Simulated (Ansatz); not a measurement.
# TiAl: where the heat goes in a short trajectory

Level of theory: Ansatz, DFT PBEsol, scalar-relativistic, plane waves, PAW. The runs took a 420 eV cutoff, a shifted (0.5, 0.5, 0.5 steps) 2×2×2 mesh and Fermi–Dirac smearing (0.16 eV). The mesh is coarse. No spin polarisation.

16 atoms start on the lattice sites below (V = 277.1 Å³, 1.06 times the source cell's; static pressure -8.97 GPa, largest force component 0.00 eV/Å) with velocities drawn for 1800 K; Nosé–Hoover thermostat aiming at the same temperature, at which the real crystal may have melted, fixed cell, 62 steps of 1.5 fs.

```yaml
crystal:
  lattice:
    - [0.00000, 5.78589, 4.13871]
    - [5.78589, 0.00000, -4.13871]
    - [-5.78589, 0.00000, -4.13871]
  atoms:
    - { symbol: Ti, position: [0.00000, 0.25000, 0.75000] }
    - { symbol: Ti, position: [0.50000, 0.00000, 0.50000] }
    - { symbol: Ti, position: [0.00000, 0.50000, 0.50000] }
    - { symbol: Ti, position: [0.00000, 0.00000, 0.00000] }
    - { symbol: Ti, position: [0.50000, 0.75000, 0.75000] }
    - { symbol: Ti, position: [0.50000, 0.25000, 0.25000] }
    - { symbol: Ti, position: [0.00000, 0.75000, 0.25000] }
    - { symbol: Ti, position: [0.50000, 0.50000, 0.00000] }
    - { symbol: Al, position: [0.25000, 0.25000, 0.50000] }
    - { symbol: Al, position: [0.75000, 0.00000, 0.25000] }
    - { symbol: Al, position: [0.25000, 0.50000, 0.25000] }
    - { symbol: Al, position: [0.25000, 0.00000, 0.75000] }
    - { symbol: Al, position: [0.75000, 0.75000, 0.50000] }
    - { symbol: Al, position: [0.75000, 0.25000, 0.00000] }
    - { symbol: Al, position: [0.25000, 0.75000, 0.00000] }
    - { symbol: Al, position: [0.75000, 0.50000, 0.75000] }
```

| t (fs) | T (K) | kinetic energy (meV/atom) | potential energy over the first frame (meV/atom) | P with the kinetic part (GPa) |
| --- | --- | --- | --- | --- |
| 0.0 | 1800 | 218.1 | 0.0 | -7.53 |
| 6.0 | 1683 | 203.9 | 14.2 | -7.27 |
| 12.0 | 1353 | 164.0 | 54.3 | -6.56 |
| 18.0 | 904 | 109.6 | 109.1 | -5.62 |
| 24.0 | 507 | 61.5 | 157.8 | -4.83 |
| 30.0 | 328 | 39.7 | 180.1 | -4.50 |
| 36.0 | 404 | 49.0 | 171.5 | -4.68 |
| 42.0 | 627 | 75.9 | 145.9 | -5.15 |
| 48.0 | 846 | 102.5 | 121.9 | -5.61 |
| 54.0 | 973 | 117.9 | 110.0 | -5.83 |
| 60.0 | 1004 | 121.7 | 110.7 | -5.79 |
| 66.0 | 984 | 119.2 | 117.8 | -5.59 |
| 72.0 | 969 | 117.4 | 124.5 | -5.35 |
| 78.0 | 994 | 120.5 | 126.4 | -5.17 |
| 84.0 | 1064 | 129.0 | 123.3 | -5.08 |
| 90.0 | 1154 | 139.9 | 118.2 | -5.06 |

T counts 3N − 3 degrees of freedom. Means over every step of the second half, not only the rows shown: T = 1005 K, kinetic energy 121.8 meV/atom, potential energy 118.9 meV/atom, P = -5.43 GPa.

**Question.** Does the potential energy follow equipartition for harmonic vibrations?

**Answer.** In a harmonic crystal each vibration holds as much potential as kinetic energy on average, here 121.8 meV/atom. The run has 118.9, a ratio of 0.98. That is near one, as for a crystal vibrating about its sites. So short a run gives a rough mean. T is still well under the temperature that the thermostat aims for. Electronic entropy is part of the potential energy at this smearing.

**Question.** Split the rise of pressure into the kinetic part and the rest. Can a thermal Grüneisen parameter be estimated?

**Answer.** The program counts the kinetic part as N k_B T/V = 0.80 GPa. The pressure lies 3.54 GPa over the static one in all, so the forces add 2.74 GPa. For a harmonic mode with ω ∝ V^(−γ) and an amplitude that scales with the cell, the forces add (2γ − 2/3)U/V, which needs no equipartition; when U equals the kinetic energy K, this and the kinetic part 2K/(3V) sum to the Mie–Grüneisen γE_th/V. With U = N × 118.9 meV, γ = 1/3 + V ΔP_forces/(2U) = 1.58, for harmonic vibrations a mean over the modes weighted by their potential energy, for uniform scaling of the cell (in a layered or otherwise anisotropic crystal this differs from γ under hydrostatic pressure). Most solids fall between 1 and 3, and tetrahedral, framework and layered ones often lower; anharmonic motion and pressure swings in a cell of 16 atoms make this value uncertain by tenths or more.

Cost: 1 run of about 8 core-minutes (earlier runs that led there not counted), on Arm Neoverse V1 (shared hosts).

The early cooling is mainly an exchange of energy within the crystal, not a loss of heat. All atoms start on force-free sites, so every vibration begins with kinetic energy only and the modes climb their potential wells together. This is why the temperature overshoots to 328 K at 30.0 fs, well below the later mean. The spread of phonon frequencies then dephases the motion, and the second dip, to 969 K, is shallow. The sum of kinetic and potential energy meanwhile creeps upward as the thermostat feeds in heat.

Pressure at first rises and falls with the potential energy, as expected when displaced atoms sample the steep repulsive side of their bonds. The last two rows break this link: potential energy drops while pressure still edges up, over the two rows together by slightly less than the kinetic part rises. The part from the forces thus hardly falls, probably because modes with different volume dependence exchange energy. The pressure stays negative throughout, so the cell remains stretched even with its thermal motion. Near-equal energy sharing doesn't establish that the Ti/Al order would survive diffusion.
